\section*{The Temkin isotherm from a uniform spread of adsorption energies}

A surface with a single kind of site fills within about two decades of pressure. On polycrystalline metal films the coverage often rises instead as $\ln P$ over many decades while the heat of adsorption falls steadily. This page derives that behaviour, the Temkin isotherm, from Langmuir sites with a flat distribution of binding energies, and states where it stops holding.

\subsection*{Conventions and premises}

Energies are molar (kJ/mol) and $\beta=1/RT$. The binding energy $\epsilon>0$ is the ground-state energy of the gas molecule at rest minus that of the adsorbed molecule. The coverage $\theta$ is the occupied fraction of the available sites; coverages in monolayers (ML) count molecules per surface metal atom. Heats released on adsorption are positive.

\begin{enumerate}
\item[P1] Adsorption is molecular and localized, with at most one molecule per site.
\item[P2] Adsorbed molecules do not interact with one another.
\item[P3] All sites are in equilibrium with an ideal gas at $P$ and $T$.
\item[P4] The binding energies are spread uniformly: the normalized density is $\rho(\epsilon)=1/\Delta$ for $\epsilon_0-\Delta<\epsilon<\epsilon_0$ and zero elsewhere.
\item[P5] The vibrational partition function $z_a(T)$ of the adsorbed molecule is the same on all sites, and neither $T$ nor the adsorbate changes $\rho(\epsilon)$ or the number of sites.
\end{enumerate}

A ``patch'' is the set of sites with one value of $\epsilon$. Because of P2 it does not matter whether these sites are contiguous.

\subsection*{Step 1: one patch}

By P1 and P2 the grand partition function factorizes over sites, and a site is either empty or holds one molecule:
\begin{equation}
\xi = 1+z_a e^{\beta(\mu+\epsilon)},\qquad
\theta_\epsilon=\frac{\partial\ln\xi}{\partial(\beta\mu)}=\frac{z_a e^{\beta(\mu+\epsilon)}}{1+z_a e^{\beta(\mu+\epsilon)}} .
\end{equation}
By P3, $\mu$ is that of the gas. An ideal gas of number density $n=P/k_BT$ has $e^{\beta\mu}=n\Lambda^3/z_{\rm int}$, where $\Lambda=h/\sqrt{2\pi mk_BT}$ and $z_{\rm int}$ is the rotational and vibrational partition function. Inserting this gives the Langmuir isotherm,
\begin{equation}\label{lang}
\theta_\epsilon=\frac{aP}{1+aP},\qquad a=\frac{e^{\beta\epsilon}}{P_0(T)},\qquad P_0=\frac{k_BT\,z_{\rm int}}{\Lambda^3 z_a}.
\end{equation}
By P5, $P_0$ is common to all patches. Equation \eqref{lang} has the form of a Fermi function, $\theta_\epsilon=1/(1+e^{\beta(\epsilon^*-\epsilon)})$, with the half-filled level at $\epsilon^*=RT\ln(P_0/P)$.

\subsection*{Step 2: average over patches}

Label each patch by the fraction $s$ of sites that bind more strongly than it does. With P4,
\begin{equation}
s=\int_\epsilon^{\epsilon_0}\rho\,d\epsilon'=\frac{\epsilon_0-\epsilon}{\Delta},\qquad a(s)=a_0e^{-fs},\qquad f=\frac{\Delta}{RT},
\end{equation}
where $a_0=e^{\beta\epsilon_0}/P_0$ belongs to the \emph{strongest} sites, and equal intervals $ds$ hold equal numbers of sites. With $x=a_0P$ the patch coverage is $\theta_s=xe^{-fs}/(1+xe^{-fs})$, which equals $-f^{-1}\,d\ln(1+xe^{-fs})/ds$. The average over $0\le s\le1$ is therefore elementary:
\begin{equation}\label{full}
\theta=\int_0^1\theta_s\,ds=\frac1f\ln\frac{1+a_0P}{1+a_0Pe^{-f}} .
\end{equation}
No approximation beyond P1--P5 has been made. Exponentiating gives $e^{f\theta}(1+xe^{-f})=1+x$, which is linear in $x$:
\begin{equation}\label{inv}
a_0P=\frac{e^{f\theta}-1}{1-e^{-f(1-\theta)}}=e^{f/2}\,\frac{\sinh(f\theta/2)}{\sinh[f(1-\theta)/2]} .
\end{equation}
The second form follows by taking $e^{f\theta/2}$ out of the numerator and $e^{-f(1-\theta)/2}$ out of the denominator. It shows that half coverage occurs at $a_0P=e^{f/2}$ for every $f$, and that the isotherm plotted against $\ln P$ is antisymmetric about this point.

Two limits check the result. For $x\ll1$, expanding both logarithms to first order gives Henry's law, $\theta=x(1-e^{-f})/f$, with the average of $a(s)$ as constant. For small $f$, put $L(y)=1/(1+e^{-y})$ and $y_m=\ln x-f/2$, so that $\theta$ is the average of $L(y_m+\delta)$ over $|\delta|<f/2$. The term linear in $\delta$ averages to zero and $\langle\delta^2\rangle=f^2/12$, so $\theta=L+(f^2/24)L''+\dots$ with $L''=L(1-L)(1-2L)$. Since $|L''|\le1/(6\sqrt3)$, Taylor's remainder bounds the departure from a single Langmuir isotherm centred on the band by $f^2/(144\sqrt3)$, which is 0.009 at $f=1.5$.

\subsection*{Step 3: the logarithmic regime}

Taking $x$ out of the numerator of \eqref{full} gives, still exactly,
\begin{equation}\label{split}
\theta=\frac{\ln x}{f}+\frac1f\left[\ln\!\left(1+\frac1x\right)-\ln\!\left(1+xe^{-f}\right)\right].
\end{equation}
The bracket is small when the strongest patch is nearly full ($x\gg1$) and the weakest nearly empty ($xe^{-f}\ll1$). Then
\begin{equation}\label{tem}
\theta=\frac{RT}{\Delta}\ln(a_0P)=\frac{\epsilon_0-\epsilon^*}{\Delta},\qquad 1\ll a_0P\ll e^{f}.
\end{equation}
This is the Temkin isotherm. The last form gives its meaning: sites above $\epsilon^*$ count as full and sites below as empty, because the holes above $\epsilon^*$ balance the molecules below it when the density is flat. Each decade of pressure lowers $\epsilon^*$ by $RT\ln10$ and adds $\ln 10/f$ to $\theta$.

The two logarithms in the bracket are positive and enter with opposite signs, so \eqref{tem} is within a tolerance $\eta$ of \eqref{full} if each is below $f\eta$:
\begin{equation}\label{win}
\frac{1}{e^{f\eta}-1}<a_0P<e^{f}\left(e^{f\eta}-1\right).
\end{equation}
Outside this window \eqref{tem} must not be extrapolated: it turns negative for $a_0P<1$ and exceeds unity for $a_0P>e^f$.

\subsection*{Step 4: isosteric heat and entropy}

Equating the changes of the gas and adsorbate chemical potentials at fixed $\theta$, for an ideal gas and negligible adsorbate volume, gives the Clausius--Clapeyron relation
\begin{equation}
q_{\rm st}=h_{\rm gas}-\bar h_{\rm ads}=RT^2\left(\frac{\partial\ln P}{\partial T}\right)_\theta=-\left(\frac{\partial\ln P}{\partial\beta}\right)_\theta ,
\end{equation}
where the bar denotes a differential molar quantity. For a surface of strongest sites only, $a_0P$ is fixed at fixed coverage, so its heat is $q_0=d\ln a_0/d\beta=\epsilon_0-d\ln P_0/d\beta$; patch $s$ has $q_0-\Delta s$. Now take the logarithm of \eqref{inv}, $\ln P=-\ln a_0+\ln(e^{f\theta}-1)-\ln(1-e^{-f(1-\theta)})$, and differentiate with $df/d\beta=\Delta$:
\begin{equation}
q_{\rm st}=q_0-\Delta\left[\frac{\theta}{1-e^{-f\theta}}-\frac{1-\theta}{e^{f(1-\theta)}-1}\right].
\end{equation}
Using $1/(1-e^{-u})=1+1/(e^u-1)$ and $\Delta=fRT$,
\begin{equation}\label{heat}
q_{\rm st}=q_0-\Delta\,\theta-RT\left[g(f\theta)-g\big(f(1-\theta)\big)\right],\qquad g(u)=\frac{u}{e^u-1}.
\end{equation}
The function $g$ falls monotonically from 1 at $u=0$ and is 0.075 at $u=4$. The heat therefore falls linearly, $q_{\rm st}=q_0-\Delta\theta$, once $f\theta$ and $f(1-\theta)$ both exceed a few units, and it never leaves this line by more than $RT$. At the ends it flattens: for large $f$, $q_{\rm st}\to q_0-RT$ as $\theta\to0$ and $q_{\rm st}\to q_0-\Delta+RT$ as $\theta\to1$. The value $q_0$ is the intercept of the linear part, not the initial heat.

A second route shows which sites are probed. Since $d\theta_s=\theta_s(1-\theta_s)\,d\ln[a(s)P]$, holding $\theta$ fixed requires $\int_0^1\theta_s(1-\theta_s)[d\ln P+(q_0-\Delta s)d\beta]\,ds=0$, or
\begin{equation}
q_{\rm st}=\frac{\int_0^1(q_0-\Delta s)\,\theta_s(1-\theta_s)\,ds}{\int_0^1\theta_s(1-\theta_s)\,ds}.
\end{equation}
The weight is a symmetric peak at $s=\ln x/f$. Inside the band it selects the heat of the half-filled patch; at a band edge it is cut off on one side, which produces the terms in $g$.

Equilibrium also requires $\bar s_{\rm ads}=s_{\rm gas}(P)-q_{\rm st}/T$, with $s_{\rm gas}(P)=s_{\rm gas}(1/a_0)-R\ln x$. The combination $s_{\rm gas}(1/a_0)-q_0/T$ is the differential entropy of the homogeneous surface at $x=1$, where its configurational term $-R\ln[\theta/(1-\theta)]$ vanishes, and is thus the vibrational entropy. The remainder is configurational, $\bar s_{\rm conf}=-R[\ln x-\beta(q_0-q_{\rm st})]$. In the logarithmic regime both terms equal $f\theta$ and $\bar s_{\rm conf}=0$.

\subsection*{Step 5: how flat the distribution has to be}

For any $\rho(\epsilon)$, differentiating $\theta=\int\rho\,\theta_\epsilon\,d\epsilon$ and setting $y=\beta(\epsilon-\epsilon^*)$ gives
\begin{equation}\label{kern}
\frac{d\theta}{d\ln P}=RT\int\rho(\epsilon^*+RTy)\,K(y)\,dy,\qquad K(y)=\frac{1}{4\cosh^2(y/2)} .
\end{equation}
The kernel has unit area, zero mean, variance $\pi^2/3$ and full width at half maximum $4\,{\rm arcosh}\sqrt2=3.53$. Expanding a smooth $\rho$ about $\epsilon^*$ yields $d\theta/d\ln P=RT[\rho+(\pi^2/6)(RT)^2\rho''+\dots]$. The slope of an isotherm against $\ln P$ thus reads out the thermally smoothed density of sites, and a straight line means only that this smoothed density is constant over the range of $\epsilon^*$ scanned.

A real film has a finite set of site types. Take equally populated levels spaced by $d$, far from the band edges. Their density is the Fourier series $\Delta^{-1}[1+2\sum_{j\ge1}\cos(2\pi j\epsilon/d)]$ with the origin on a level, and $\int K(y)\cos(ky)\,dy=\pi k/\sinh\pi k$. The leading ripple on the slope has the relative amplitude
\begin{equation}\label{rip}
r=\frac{2\pi k}{\sinh \pi k},\qquad k=\frac{2\pi RT}{d},
\end{equation}
which is exponentially small for closely spaced levels.

\subsection*{Range of validity}

\emph{Pressure and width.} Equation \eqref{full} holds at all pressures within P1--P5. Equation \eqref{tem} needs the window \eqref{win}, which exists only for $f\gg1$.

\emph{Prefactor (P5).} Weakly bound molecules usually have softer modes and a larger $z_a$. If $\ln z_a$ rises linearly by $\sigma$ across the band, with $\sigma$ independent of $T$, then $a(s)=a_0e^{-(f-\sigma)s}$. The isotherm keeps its form with $f\to f-\sigma$, while the heat still falls by $\Delta$ per unit $\theta$. The width read from the isotherm slope is then $\Delta-\sigma RT$.

\emph{Lateral repulsion (P2).} Here the topography matters. Let a mean-field repulsion lower the binding by $W$ times the local coverage. If site types are mixed at random, the local coverage is $\theta$, and $x\to xe^{-\beta W\theta}$. In the logarithmic regime $f\theta=\ln x-\beta W\theta$, so that
\begin{equation}\label{lat}
\theta=\frac{RT}{\Delta+W}\ln(a_0P),\qquad q_{\rm st}=q_0-(\Delta+W)\theta ,
\end{equation}
and only the sum is observable. If the patches are large facets, each obeys $y=\ln[\theta_s/(1-\theta_s)]+\beta W\theta_s$ with $y=\ln x-fs$. Then $f\theta=\int\theta_s\,dy$ from $\ln x-f$ to $\ln x$. With the strongest patch full and the weakest empty, integration by parts gives $f\theta=\ln x-\int_0^1y\,d\theta_s=\ln x-\beta W/2$. The slope stays $1/f$, but the window shrinks to $e^{\beta W}\ll x\ll e^f$.

\emph{Non-uniqueness.} A homogeneous surface with mean-field repulsion alone (Fowler--Guggenheim) has $aP=[\theta/(1-\theta)]e^{\beta W\theta}$ and a heat that is linear in $\theta$ throughout. It keeps the configurational entropy, so $RT\,d\ln P/d\theta=W+RT/[\theta(1-\theta)]$ exceeds $-dq_{\rm st}/d\theta=W$ by at least $4RT$, whereas in the Temkin regime both slopes equal $\Delta$.

\emph{Equilibrium and structure (P1, P3, P5).} Desorption must be fast on the time scale of the experiment. Ordered overlayers, changes of site with coverage, compressed phases and adsorbate-induced restructuring lie outside the model.

\subsection*{Illustration: CO on a polycrystalline Pd film at 450 K}

CO adsorbs molecularly on Pd under these conditions. We fix $a_0$ by detailed balance on a nearly empty patch. Adsorption proceeds at $S_0P/\sqrt{2\pi mk_BT}$ per area and desorption at $n_s\nu\theta_se^{-\beta E}$, where $n_s$ is the site density, $S_0$ the initial sticking probability and $E=E_0-\Delta s$ the desorption energy. Comparing with $\theta_s=aP$,
\begin{equation}
a_0=\frac{e^{\beta E_0}}{P^*},\qquad P^*=\frac{n_s\nu\sqrt{2\pi mk_BT}}{S_0}.
\end{equation}
With $\nu$ and $S_0$ taken as constants, $P^*\propto\beta^{-1/2}$ and $q_0=E_0+RT/2$.

The inputs are typical or assumed: $E_0=160$ kJ/mol, $\Delta=60$ kJ/mol, $\nu=10^{15}$ s$^{-1}$, $S_0=1$, mass 28.01 u, and a lattice constant of approximately $a_{\rm Pd}=3.89$ \AA. The (111) atom density is $4/(\sqrt3a_{\rm Pd}^2)=1.526\times10^{15}$ cm$^{-2}$. We let $\theta=1$ mean 0.5 ML, so $n_s=7.63\times10^{14}$ cm$^{-2}$. With the measured linear expansion of bulk Pd, $11.8\times10^{-6}$ K$^{-1}$ at 293 K (compiled value, Kaye and Laby Online), held constant up to 450 K, $n_s$ would change by 0.4 per cent, which is ignored.

Carrying unrounded intermediates, $RT=3.742$ kJ/mol, $f=16.04$, $P^*=3.25\times10^{9}$ mbar, $\beta E_0=42.76$, $a_0=1.15\times10^{9}$ mbar$^{-1}$ and $q_0=161.9$ kJ/mol. The band edges lie at $1/a_0=8.7\times10^{-10}$ mbar and $e^f/a_0=8.0\times10^{-3}$ mbar, and half coverage at $2.6\times10^{-6}$ mbar, where $q_{\rm st}=131.9$ kJ/mol. The slope is 0.144 per decade. For $\eta=0.01$, $e^{f\eta}-1=0.174$ and the window \eqref{win} runs from $5.0\times10^{-9}$ to $1.4\times10^{-3}$ mbar, 5.4 decades, or $0.12<\theta<0.88$. A single Langmuir patch crosses the same interval in 1.7 decades. In the table the last digits serve only to compare the formulas.

\begin{center}
\begin{tabular}{ccccc}
$P$ (mbar) & $\theta$, \eqref{full} & $\theta$, \eqref{tem} & $q_{\rm st}$, \eqref{heat} (kJ/mol) & $q_0-\Delta\theta$ (kJ/mol)\\ \hline
$10^{-9}$ & 0.048 & 0.009 & 156.5 & 159.0\\
$10^{-8}$ & 0.157 & 0.152 & 151.6 & 152.4\\
$10^{-6}$ & 0.439 & 0.439 & 135.5 & 135.5\\
$10^{-4}$ & 0.726 & 0.727 & 118.5 & 118.3\\
$10^{-3}$ & 0.863 & 0.870 & 111.1 & 110.1\\
$10^{-2}$ & 0.963 & 1.014 & 106.8 & 104.1
\end{tabular}
\end{center}

The last column uses $\theta$ from \eqref{full}. The limiting heats are 158.1 kJ/mol at $\theta\to0$ and 105.6 kJ/mol at $\theta\to1$.

The premises can now be given sizes. The kernel in \eqref{kern} is 13 kJ/mol wide. Site types spaced by 10 kJ/mol give $r=0.018$ and pass for a continuum, whereas a spacing of 20 kJ/mol gives $r=0.37$ and a visibly wavy isotherm. The residence time $\nu^{-1}e^{\beta E_0}$ on the strongest sites is $3.7\times10^3$ s, and on the patch that is half filled at $10^{-6}$ mbar it is shorter by the factor $x$, 3.3 s. At 300 K the former becomes $7.2\times10^{12}$ s, so uptake on these sites is irreversible and pressure-lowering runs do not follow the isotherm.

Two neglected effects rival the one derived here. If $\nu$ fell by an assumed two decades from the strongest to the weakest patch, then $\sigma=\ln100=4.6$, $f-\sigma=11.4$, the slope per decade would rise by 40 per cent, and the apparent width would be 43 instead of 60 kJ/mol. CO molecules also repel one another; an assumed $W=30$ kJ/mol, a plausible size for a half monolayer, is half of the width used. By \eqref{lat}, on finely mixed sites the 60 kJ/mol must be read as $\Delta+W$. The entropy test between the two mechanisms looks for an excess of $4RT=15.0$ kJ/mol in the isotherm slope, while the prefactor effect above shifts that slope by $\sigma RT=17$ kJ/mol in the opposite direction, so the test is decisive only if the prefactor is known as a function of coverage.

At $10^{-6}$ mbar and 450 K the model gives $\theta=0.44$, or 0.22 ML. This is the model's number: a decade in $\nu$ moves $\theta$ by 0.14 and 10 kJ/mol in $E_0$ moves it by 0.17. The inputs were chosen to reproduce the typical behaviour of CO on Pd, roughly a quarter monolayer under such conditions and a heat that starts near 140--170 kJ/mol and falls with coverage, so the result tests nothing; and the fixed ceiling of 0.5 ML lies up to a third below the 0.6--0.75 ML typical of compressed layers at high pressure or low temperature, which limits the model to the part of the isotherm below about $10^{-2}$ mbar.